\section*{One denominator, many gains: avalanche layers of InP, InAlAs and Si}

\subsection*{The result}

In a separate absorption and multiplication diode, light is absorbed in In$_{0.53}$Ga$_{0.47}$As held at low field, and the carriers are multiplied in a wider-gap layer at high field. Why do we send holes into InP but electrons into InAlAs or Si? One formula of the local theory answers this.

Let the high-field layer span $0\le x\le W$. Electrons drift from $0$ (the p side) to $W$ (the n side), and holes drift the other way. Their ionisation coefficients $\alpha(x)$ and $\beta(x)$, in cm$^{-1}$, depend only on the local field, and the avalanche charge is too small to alter that field. $M(x)$ is the mean number of pairs collected, the first included, when one pair starts at $x$. Its electron makes secondary pairs on $(x,W)$, its hole makes them on $(0,x)$, and each secondary pair starts the same process:
\begin{equation}
M(x)=1+\int_x^W\alpha M\,dx'+\int_0^x\beta M\,dx' .
\label{eq:count}
\end{equation}
Differentiation gives $M'=-(\alpha-\beta)M$, so $M(x)=M(0)e^{-\phi(x)}$ with $\phi(x)=\int_0^x(\alpha-\beta)\,dx'$. Putting this into Eq.~(\ref{eq:count}) at $x=0$ fixes $M(0)$:
\begin{equation}
M(x)=\frac{e^{-\phi(x)}}{D_n},\qquad D_n=1-\int_0^W\alpha\,e^{-\phi(x')}\,dx' .
\label{eq:M}
\end{equation}
A pair born at $0$ loses its hole at once, so it acts as an injected electron, $M_n=M(0)$. Likewise $M_p=M(W)=M_n e^{-\phi(W)}$. Avalanches add linearly, so injected currents $J_n$, $J_p$ and a generation rate $g(x)$ give
\begin{equation}
\langle M\rangle=\frac{J_nM_n+J_pM_p+q\int_0^W gM\,dx}{J_n+J_p+q\int_0^W g\,dx}.
\label{eq:mean}
\end{equation}
Every term carries $1/D_n$ times a finite positive factor. All gains therefore diverge at the same voltage, where $D_n$ reaches zero.

\emph{Question: The condition looks biased towards electrons. Would holes not give a different one?}

Close Eq.~(\ref{eq:count}) at $x=W$ instead. Then $M_p=1/D_p$ with $D_p=1-\int_0^W\beta\,e^{\phi(W)-\phi(x')}dx'$. Since $\int_0^W(\alpha-\beta)e^{-\phi}dx'=1-e^{-\phi(W)}$,
\begin{equation}
D_n=e^{-\phi(W)}-\int_0^W\beta e^{-\phi}\,dx'=e^{-\phi(W)}D_p ,
\end{equation}
and the zeros coincide for any field profile. Two limits are worth keeping. For $\alpha=\beta$, $M=1/(1-\int_0^W\alpha\,dx')$ at every $x$. For $\beta=0$, $D_n=e^{-\phi(W)}$ never vanishes, $M_n=e^{\phi(W)}$ and $M_p=1$. Breakdown needs feedback from both carriers.

\subsection*{Uniform field}

For constant coefficients, $M_n=(\alpha-\beta)/[\alpha e^{-(\alpha-\beta)W}-\beta]$, and $M_p$ follows by exchanging $\alpha$ and $\beta$. Let $s$ be the larger coefficient times $W$, and $\kappa\le1$ the ratio of the smaller to the larger. With $M_s$ and $M_w$ the gains for injecting the strong and the weak ioniser,
\begin{equation}
M_s=\frac{1-\kappa}{e^{-(1-\kappa)s}-\kappa},\qquad M_w=1+\kappa\,(M_s-1),\qquad \bar M=\frac{M_s-1}{s}.
\label{eq:uniform}
\end{equation}
The last two come straight from Eq.~(\ref{eq:count}) at the ends, $M_n-1=\alpha\int_0^W M\,dx$ and $M_p-1=\beta\int_0^W M\,dx$. Here $\bar M$ is the mean for generation uniform in the layer. A chosen gain and breakdown require respectively
\begin{equation}
(1-\kappa)s=-\ln\!\Big[\kappa+\frac{1-\kappa}{M_s}\Big],\qquad (1-\kappa)s_B=-\ln\kappa .
\label{eq:cond}
\end{equation}

\subsection*{Three layers}

I take $W=1.0\ \mu$m, coefficients of the Chynoweth form $A\exp(-B/F)$ in the field $F$, and these typical room-temperature parameters as inputs.

\begin{center}
\begin{tabular}{lcccc}
\hline
 & $A_n$ (cm$^{-1}$) & $B_n$ (V/cm) & $A_p$ (cm$^{-1}$) & $B_p$ (V/cm)\\
\hline
InP & $2.93\times10^6$ & $2.64\times10^6$ & $1.62\times10^6$ & $2.11\times10^6$\\
In$_{0.52}$Al$_{0.48}$As & $8.6\times10^6$ & $3.5\times10^6$ & $2.3\times10^7$ & $4.5\times10^6$\\
Si & $7.03\times10^5$ & $1.231\times10^6$ & $1.582\times10^6$ & $2.036\times10^6$\\
\hline
\end{tabular}
\end{center}

Solving Eq.~(\ref{eq:cond}) for the breakdown field $F_B$ and for the field $F_{10}$ at which $M_s=10$ gives the model's numbers. Fields are in kV/cm; $\kappa$, $s$, $M_w$ and $\bar M$ refer to $F_{10}$.

\begin{center}
\begin{tabular}{lcccccccc}
\hline
 & strong & $F_B$ & $s_B$ & $F_{10}$ & $\kappa$ & $s$ & $M_w$ & $\bar M$\\
\hline
InP & hole & 440 & 1.34 & 428 & 0.52 & 1.17 & 5.7 & 7.7\\
InAlAs & electron & 550 & 1.48 & 537 & 0.42 & 1.28 & 4.7 & 7.0\\
Si & electron & 344 & 1.95 & 326 & 0.19 & 1.61 & 2.7 & 5.6\\
\hline
\end{tabular}
\end{center}

The geometry follows from the second column. In InP $\beta>\alpha$, so $\phi<0$ and $M(x)$ rises towards $W$. The absorber belongs on the n side. If nothing ionises there, $M$ is constant across it and equal to $M(W)$, and every absorbed photon receives $M_p$. In InAlAs and Si, $M(x)$ falls from $x=0$, so the absorber, InGaAs or Ge, goes on the p side.

The trend down the table is a trend in $\kappa$. The quantity $s_B=-\ln\kappa/(1-\kappa)$, with $\kappa$ taken at $F_B$, tends to 1 as $\kappa\to1$ and grows without bound as $\kappa\to0$. Weak feedback must be made up by more ionisations per transit, hence 1.34, 1.48 and 1.95. The spread of $M(x)$ across the layer is $M_s/M_w=e^{(1-\kappa)s}$, which becomes $1/\kappa$ at breakdown. Injecting the wrong carrier lowers the gain from 10 to 5.7 in InP and to 2.7 in Si. Thermal generation spread through the layer receives $\bar M$, which lies between the two because $\phi$ is monotonic.

\emph{Question: Smaller $\kappa$ should mean a softer approach to breakdown. Your InAlAs row seems to disagree.}

The margins $1-F_{10}/F_B$ are 2.6, 2.2 and 5.1 per cent, so the order is indeed broken. With $B_s$ the parameter of the strong carrier, $\ln(s_B/s)=B_s(1/F_{10}-1/F_B)$, which gives exactly
\begin{equation}
1-\frac{F_{10}}{F_B}=\frac{F_{10}}{B_s}\,\ln\frac{s_B}{s}.
\end{equation}
The logarithm follows $\kappa$ as you expect: 0.13, 0.14 and 0.19. The prefactor is 0.20, 0.15 and 0.26. The InAlAs input rises more steeply with field, and that outweighs its smaller $\kappa$. The InP--InAlAs order of the margins rests on the fitted $B$ values and should be trusted no further than those.

\emph{Question: Can breakdown under illumination differ from breakdown in the dark?}

Within Eq.~(\ref{eq:M}) it cannot, since $g(x)$ does not enter $D_n$. What can differ is an operational threshold. Near breakdown $M_n/M_p\to\alpha/\beta$ in a uniform layer, so curves cut at a fixed gain cross it at slightly different biases. Space charge and heating at high current change the field or the coefficients themselves, and lie outside the assumptions.

\subsection*{The InP diode and the neglected terms}

The model's breakdown drop across the InP layer is $F_BW=44$ V; the absorber and the layers between add their own drops to the terminal voltage. A donor sheet keeps the avalanche field out of the InGaAs. Suppose it must lower the field from $F_{10}$ to an assumed 100 kV/cm, still inside InP, a step of 328 kV/cm. With the compiled static dielectric constant 12.34 (Rakita 2019), Gauss's law gives
\begin{equation}
\sigma=\frac{\varepsilon_r\varepsilon_0\,\Delta F}{q}=2.2\times10^{12}\ \text{cm}^{-2}.
\end{equation}

\emph{Question: Your margin $F_B-F_{10}$ is only 12 kV/cm. Is the field that uniform?}

No. An assumed residual donor density of $10^{15}$ cm$^{-3}$ tilts the field by $qNW/\varepsilon_r\varepsilon_0=15$ kV/cm across the layer, highest at $x=0$. That exceeds the margin. Evaluating $D_n$ numerically with this linear profile, however, moves the mean field at breakdown by less than 0.5 kV/cm, because the gain on the high-field half nearly cancels the loss on the low-field half. The table should be read in terms of the mean field, which is what the voltage fixes.

\emph{Question: And the dead space?}

This is the larger omission. A carrier must first gain the threshold energy. For parabolic bands of equal mass the threshold is $\tfrac32E_g$, a rough rule that gives 2.0 eV from the compiled gap of 1.35 eV (Wing 2021). At $F_{10}$ this takes 47 nm, about 5 per cent of $W$. As a crude gauge, shortening $W$ by 47 nm raises the model's $F_B$ by 4 kV/cm, a third of the margin, so the last digit of the fields serves only for forming differences within the model. With dead space the coefficients depend on the carrier's history, and $M_p=M_ne^{-\phi(W)}$ fails. The counting equations stay linear, with injection entering only as a source. As long as both carriers ionise, a common breakdown voltage therefore survives.

\emph{Question: How close are these ratios to real detectors?}

As typical knowledge, InP layers show effective ratios near 0.4 to 0.5, close to the model's 0.52. Practical InAlAs and Si multiplication layers are typically a few tenths of a micrometre thick, and their effective ratios inferred from noise are near 0.2 and 0.1. The model's 0.42 and 0.19 are high by roughly a factor of two. A noise-derived ratio includes dead-space effects and is not the same quantity as the local $\kappa$, so part of the gap is one of definition. Smaller values of $\kappa$ would push $M_w=1+9\kappa$ lower for those two materials and sharpen the contrast with InP, leaving the order of $\kappa$, and the choice of injected carrier, as in the table.